Lowest singlet excitations of neutral, singlet ground-state molecules and complexes containing fluorine, computed with PySCF 2.14.0 by linear-response time-dependent DFT (B3LYP) at GFN2-xTB geometries. Rows marked "no" under Tamm-Dancoff use the full linear response. The hole-electron distance is measured between the centres of the hole and electron distributions.

```
           system         basis  tamm dancoff  formula  lowest excitation energy (eV)  its oscillator strength  its hole-electron distance (Å)  its hole-electron overlap
        C=N/C=C\F  6-311+g(d,p)            no   C3H4FN                           4.38                    0.001                            0.33                       0.48
C=C(F)/C(F)=C/C#N   6-311g(d,p)           yes  C5H3F2N                           5.60                    1.124                            0.06                       0.86
          NCC(F)F   6-311g(d,p)           yes  C2H5F2N                           6.62                    0.010                            0.76                       0.45
            F.N#N      def2-svp           yes     FHN2                           7.01                    0.000                            3.20                       0.08
            B2FH5     def2-svpd           yes    B2FH5                           7.36                    0.001                            0.17                       0.54
 F[C@@H]1C[C@H]1F     def2-svpd           yes   C3H4F2                           7.45                    0.004                            0.08                       0.53
               CF     6-31+g(d)            no     CH3F                           8.79                    0.022                            0.39                       0.37
                F     def2-svpd           yes       FH                           9.89                    0.030                            1.28                       0.37
              F.C      def2-svp           yes     CH5F                          10.07                    0.006                            1.96                       0.33
```

Every row of this table contains fluorine, yet the lowest singlet excitation energy more than doubles from the first row to the last. Fluorine itself does not set the scale. What matters is how firmly the most loosely held electron is bound and how low an empty orbital waits for it. The row labels leave out most hydrogen atoms, so that F stands for HF and CF for CH₃F, and a dot separates two molecules lying side by side.

The simplest measure of both conditions is the orbital gap, the distance from the highest occupied to the lowest empty orbital. The output printed after this section lists it for each row, and its rank correlation with the excitation energy is 0.95. Eight of the nine excitations lie below their gap, because the excited electron is still attracted by the hole it leaves behind. Comparing pairs of molecules shows how each end of the gap acts.

**The empty level**

The imine C₃H₄FN and the amine C₂H₅F₂N have highest occupied levels that differ by only 0.1 eV. The lowest empty level of the amine is 2.5 eV higher, and its excitation energy is 2.2 eV higher. The imine has double bonds and therefore a low-lying π* orbital, whereas the saturated amine offers only antibonding σ* or diffuse orbitals. The amine's basis has no diffuse functions, which probably pushes its empty level and its excitation too high, so the contrast is somewhat overstated.

The imine's excitation is probably n→π*, from the nitrogen lone pair into the π* orbital. The lone pair lies in the molecular plane, where the π* orbital has its node, so such a transition absorbs weakly. The oscillator strength of 0.001 and the moderate hole-electron overlap of 0.48 fit this picture, but they do not prove it. The lone pair also need not be the highest occupied orbital. If a π orbital lies above it, the gap is smaller than the orbital distance this transition has to bridge.

**The occupied level**

A low empty orbital is not enough if the electrons are tightly held. Fluorodiborane, B₂FH₅, and difluorocyclopropane, C₃H₄F₂, were calculated with the same basis and the same form of response. In the boron compound both levels lie about 1.6 eV deeper. Electron-poor boron offers a low acceptor, but the donor is correspondingly deep, and the two effects cancel. The excitation energies are accordingly close, 7.36 and 7.45 eV.

Hydrogen fluoride shows the effect of a deep donor. Its highest occupied level is 2.0 eV deeper than that of CH₃F, while its lowest empty level differs much less, and its excitation energy is 1.1 eV higher. In HF the hole sits almost entirely in a fluorine lone pair, close to a strongly attracting nucleus. In CH₃F the lone pair mixes with filled C–H bonding orbitals, which raises the highest level. Basis and response differ between these two rows, so the size of the step is less certain than its direction.

**Beyond the gap**

Two rows need more than the gap. For an excitation dominated by one pair of orbitals, a hybrid functional gives approximately

$$E \approx \Delta\varepsilon - aJ + K .$$

Here $E$ is the excitation energy, $\Delta\varepsilon$ the orbital gap and $J$ the attraction between electron and hole. The factor $a$ is the share of exact exchange in the functional, 20% in B3LYP. The last term, $K$, is the net repulsion that arises where the two orbitals overlap, and it raises singlet states.

The diene nitrile C₅H₃F₂N is the one molecule that excites above its gap. Its gap is 0.56 eV smaller than that of the imine, yet its excitation energy is 1.22 eV higher. It is also the only strong absorber, with an oscillator strength of 1.124, and it has the largest overlap, 0.86. These are the marks of a π→π* transition along a conjugated chain, and the symmetry of the orbitals confirms it: those of hole and electron both change sign across the molecular plane.

In such a transition both orbitals spread over the same atoms, and their product forms a large oscillating dipole. The repulsion of this charge pattern with itself is $K$, and here it outweighs $aJ$, the share of the attraction that the functional keeps. The same oscillating dipole therefore makes the state bright and pushes it up. A large overlap alone would not make it bright, because the parts of the dipole can also cancel. The Tamm-Dancoff approximation, used for this row but not for the imine, usually raises bright states further and so probably accounts for part of the difference.

The complex of HF with N₂ is the opposite case. The electron leaves the fluorine atom and arrives on N₂, so the overlap is only 0.08 and $K$ practically vanishes. Two equivalent pairs of orbitals share this state about equally, but both have the same gap and nearly the same attraction, so the formula can still be used as an estimate. What remains is the attraction of two separated charges, $J \approx e^2/(4\pi\varepsilon_0 R)$, where $R$ is the hole-electron distance. With $R = 3.20$ Å this is 4.5 eV, and therefore

$$E \approx 7.93 - 0.20 \times 4.5 = 7.03\ \text{eV}.$$

The calculation gives 7.01 eV. No constant was fitted, but the agreement is no test against nature, because the 20% share is built into the functional. It explains where the number comes from, and it also shows what is wrong with it. A real electron and hole attract each other with full strength, while the true cost of separating them is far larger than this orbital gap. The donor level lies at −9.7 eV, whereas removing an electron from HF takes roughly 16 eV, a rounded figure quoted from general knowledge.

The second error is much the larger, so the real charge-transfer state lies several electronvolts higher. The low position of this row is mainly an artefact of the functional and says nothing about the hydrogen bond. The small basis, which lacks diffuse functions, probably adds to the error by leaving the donor level too high. In the same calculation, the first state not dominated by this transfer lies 2.1 eV above the lowest one. The complex of HF with methane calls for similar restraint: it lies only 0.18 eV above HF alone, and the two rows differ in basis, so the step cannot be credited to methane.

**Chlorine, and light in etching**

A series with chlorine in place of fluorine would start from more loosely held lone pairs and would offer lower antibonding orbitals at the bond to the halogen. Both changes narrow the gap, which is why HCl and CH₃Cl absorb at longer wavelengths than HF and CH₃F. Where a π system supplies both levels, the choice of halogen should matter less.

Two of these molecules are used in chip making: HF vapour etches silicon dioxide, and CH₃F is used in plasmas that etch silicon nitride. Their computed first excitations correspond to 125 and 141 nm, in the vacuum ultraviolet. B3LYP tends to place excitations into diffuse orbitals too low, so the true wavelengths are probably somewhat shorter. Ordinary ultraviolet lamps therefore do not excite these gases electronically. In a plasma they are broken up mainly by collisions with fast electrons, a process that these excitation energies alone do not describe.

Numerical output:

```
Orbital levels and excitation in eV and wavelength in nm:
                row    HOMO    LUMO    gap  gap_minus_excitation  wavelength
          C=N/C=C\F  -7.094  -1.617  5.477                 1.097       283.1
  C=C(F)/C(F)=C/C#N  -7.554  -2.639  4.915                -0.685       221.4
            NCC(F)F  -6.995   0.924  7.919                 1.299       187.3
              F.N#N  -9.686  -1.755  7.931                 0.921       176.9
              B2FH5  -9.788  -1.064  8.724                 1.364       168.5
   F[C@@H]1C[C@H]1F  -8.166     0.5  8.666                 1.216       166.4
                 CF  -9.589   0.324  9.913                 1.123       141.1
                  F  -11.58  -0.056  11.53                 1.635       125.4
                F.C  -10.17   1.198  11.37                 1.298       123.1
Rank correlation of excitation energy with orbital gap: 0.95
Number of rows that excite below their gap: 8
Amine minus imine, HOMO in eV: 0.099
Amine minus imine, LUMO in eV: 2.541
Amine minus imine, excitation energy in eV: 2.24
HF minus CH3F, HOMO in eV: -1.992
HF minus CH3F, LUMO in eV: -0.38
HF minus CH3F, excitation energy in eV: 1.1
Diene nitrile minus imine, gap in eV: -0.562
Diene nitrile minus imine, excitation energy in eV: 1.22
Diene nitrile, dark second state above the bright first in eV: 0.134
HF with N2, full attraction of point charges at the hole-electron distance in eV: 4.5
HF with N2, the 20 percent share kept by B3LYP in eV: 0.9
HF with N2, estimated excitation energy in eV: 7.031
HF with N2, estimate minus computed energy in eV: 0.02102
HF with N2, first state not dominated by the transfer above the lowest in eV: 2.139
HF with CH4 minus HF, excitation energy in eV: 0.18
```
